SnSe₂ is a layered crystal in which tin, by the formal count of oxidation states, gives up its four valence electrons; the real bonds are partly covalent. The filled bands nearest the gap come mainly from Se 4p, and the lowest empty band mixes Sn 5s with Se 4p in an antibonding way. The table orders methods by rough computing time. All gaps belong to one cell, relaxed with r2SCAN+rVV10, so differences in volume play no part in them.

SnSe₂ (P-3m1, 3 atoms per cell), periodic in three directions, by several programs and methods; all gaps are for the cell relaxed with r2SCAN+rVV10, without spin polarisation. Plane-wave PBE uses PAW, a 420 eV cutoff and a 12×12×4 k mesh (coarse settings: 260 eV, 6×6×2). PM6, PM7 and GFN1-xTB use a periodic 3×3×2 cluster of cells.

| name | kind | band gap (eV) | volume per atom (Å³) | bulk modulus (GPa) | atoms computed | rough processor time, order of size (s) |
| --- | --- | --- | --- | --- | --- | --- |
| PBE coarse-settings | low cutoff and mesh | 0.623 | n/a | n/a | 3 | 0.8 |
| PM7 | semi-empirical | 4.242 | 24.814 | 95.90 | 54 | 1 |
| PM6 | semi-empirical | 4.054 | n/a | n/a | 54 | 2 |
| GFN1-xTB tblite | tight binding | 1.218 | 24.076 | 67.90 | 54 | 2 |
| PBE | semilocal | 0.629 | n/a | n/a | 3 | 4 |
| PBE SZV | small basis | 0.992 | n/a | n/a | 3 | 6 |
| PBE sz-orbitals | small basis | 0.724 | n/a | n/a | 3 | 7 |
| r2SCAN | semilocal | 0.916 | n/a | n/a | 3 | 9 |
| PBE DZVP | small basis | 0.584 | 28.053 | 56.00 | 3 | 10 |
| GLLB-SC | model potential | 1.340 | n/a | n/a | 3 | 20 |
| GFN2-xTB tblite | tight binding | 0.178 | 27.163 | 26.60 | 54 | 20 |

**(a) Along the ladder the gap rises at four steps and falls at six. PM6 and PM7 give more than 4 eV, every other row less than 1.4 eV. Why does the gap not settle as the method gets dearer?**

*Solution.* The rungs differ in what their gap means, not only in how accurately they compute it. Nor do the times rank accuracy, since some belong to 54 atoms and others to 3. PM6 and PM7 report Hartree-Fock orbital energies, which describe adding or removing an electron while all others stay frozen. In a medium that could not polarise, this would be a fair picture. In a real crystal the other electrons shift around the new charge and lower its energy, so the frozen picture gives far too wide a gap. The minimal basis and the fitted parameters of PM6 and PM7 may shift it further; the table cannot separate these shares.

These two methods also treat a 54-atom cluster, which sees few k points and misses the region where PBE has its lowest empty state. PBE itself shows how much that could matter. The cluster does contain the zone centre, where the direct PBE gap is 1.13 eV, against an indirect gap of 0.63 eV. In PBE bands the cluster could therefore add at most 0.5 eV, far less than the 3.6 eV by which PM7 exceeds PBE. For GFN1, which lies 0.6 eV above PBE, the cluster may explain much of the excess, but that is a guess.

The density functionals differ for another reason. Even an exact Kohn-Sham gap leaves out the jump of the potential when an electron is added, the derivative discontinuity. PBE has no such term, r2SCAN takes up part of it because its operator depends on the orbitals, and GLLB-SC adds an explicit estimate. This makes it plausible that PBE lies lowest, at 0.63 eV. GLLB-SC, at 1.34 eV, also exceeds r2SCAN, at 0.92 eV, but no general rule demands that order.

**(b) Five rows use the same functional, PBE, yet their gaps spread over 0.4 eV. The PBE SZV gap lies within 0.1 eV of r2SCAN. Is the small basis as good as the better functional?**

*Solution.* No: two errors oppose each other. For a given operator, a smaller basis can only raise the energy levels. The filled states resemble the atomic orbitals from which a minimal basis is built and suffer little. The empty antibonding state needs more freedom and usually rises more, so the gap opens. SZV lies 0.36 eV above plane-wave PBE, and this offsets PBE's own tendency to give too small a gap.

The measured gap is roughly 1 eV, a recalled size that includes temperature and spin-orbit coupling. SZV comes close to it through this compensation, which need not recur in another crystal. That matters for a transistor channel, where the gap and the band offsets govern leakage.

The other PBE rows need more care. The PBE band edges lie between the points of the k mesh, and searching for them there lowers the plane-wave gap by 0.11 eV. After this search, the coarse settings agree with the full ones to within 0.01 eV.

The table does not say whether the small-basis rows were searched too. If not, the mesh alone could account for the 0.1 eV by which PBE sz-orbitals exceeds plane-wave PBE, and for part of the SZV excess. It cannot explain why PBE DZVP lies slightly lower, because missing a band edge can only widen a gap. A different treatment of the atomic cores is a possible cause, not tested here.

**(c) On the given cell, of 26.30 Å³ per atom, plane-wave PBE has a pressure of +2.89 GPa, so the crystal wants to expand. Estimate by how much. Then explain how GFN2 can have, of the four volumes listed, the one nearest to the given cell and yet the smallest gap.**

*Solution.* The bulk modulus B is the pressure needed per relative change of volume. For a small change, ΔV/V ≈ P/B, where P is the pressure on the given cell. With the PBE DZVP modulus,

ΔV/V ≈ 2.89/56.0 ≈ 0.052.

PBE DZVP itself expands by 6.7 %, so most of its excess volume appears to belong to PBE rather than to the small basis. Nothing was fitted. The same formula gives −7.7 % for GFN1, whose computed change is −8.5 %. It is rough because B changes with volume and was obtained at fixed cell shape.

PBE lacks the dispersion attraction between layers, but that is unlikely to be the whole cause. If it were, the crystal would push outwards mainly along the stacking axis. The computed stress is nearly the same in the plane, which fits PBE's known tendency towards slightly long bonds.

GFN2 shows why a good volume promises little else. The volume follows from where the slope of the total energy vanishes, the modulus from its curvature, and the gap also from empty levels. In the limiting case where all empty levels are shifted rigidly, the total energy stays the same while the gap takes any value. GFN2 misses the given volume by only 3.3 %, yet has the lowest modulus, 26.6 GPa, and a gap of 0.18 eV. Such tight-binding methods are fitted mainly to molecules, so their gaps for solids can be far off; why the empty levels of GFN2 lie so close to the filled ones here remains open. The few k points of the cluster are an unlikely cause, since missing a band edge widens a gap. The printed output after this text lists the differences used here.

Output of the analysis:

```
Gap and volume against their references:
                  row  gap minus plane-wave PBE in eV  volume deviation from given cell in percent
  PBE coarse-settings                          -0.006                                          n/a
                  PM7                           3.613                                        -5.65
                  PM6                           3.425                                          n/a
      GFN1-xTB tblite                           0.589                                       -8.456
                  PBE                               0                                          n/a
              PBE SZV                           0.363                                          n/a
      PBE sz-orbitals                           0.095                                          n/a
               r2SCAN                           0.287                                          n/a
             PBE DZVP                          -0.045                                        6.665
              GLLB-SC                           0.711                                          n/a
      GFN2-xTB tblite                          -0.451                                        3.281
Steps along the ladder at which the gap rises: 4
Steps along the ladder at which the gap falls: 6
Spread of the gap over the five PBE rows in eV: 0.408
PBE gap lowered by search between points of the fine mesh in eV: 0.1098
PBE gap lowered by search between points of the coarse mesh in eV: 0.1631
PBE direct gap at zone centre minus indirect gap in eV: 0.5034
GFN1 gap minus PBE direct gap in eV: 0.08556
GFN1 gap minus GFN2 gap in eV: 1.04
PM7 gap over plane-wave PBE gap as a ratio: 6.744
GLLB-SC gap minus r2SCAN gap in eV: 0.424
PBE SZV gap minus r2SCAN gap in eV: 0.076
Coarse minus fine PBE pressure in GPa: 0.3008
GFN1 volume change estimated from pressure over modulus in percent: -7.667
Plane-wave PBE volume change estimated with the DZVP modulus in percent: 5.164
PBE stress along c over stress in the plane as a ratio: 1.059
GFN1 stress along c over stress in the plane as a ratio: 1.42
Largest over smallest bulk modulus as a ratio: 3.605
```
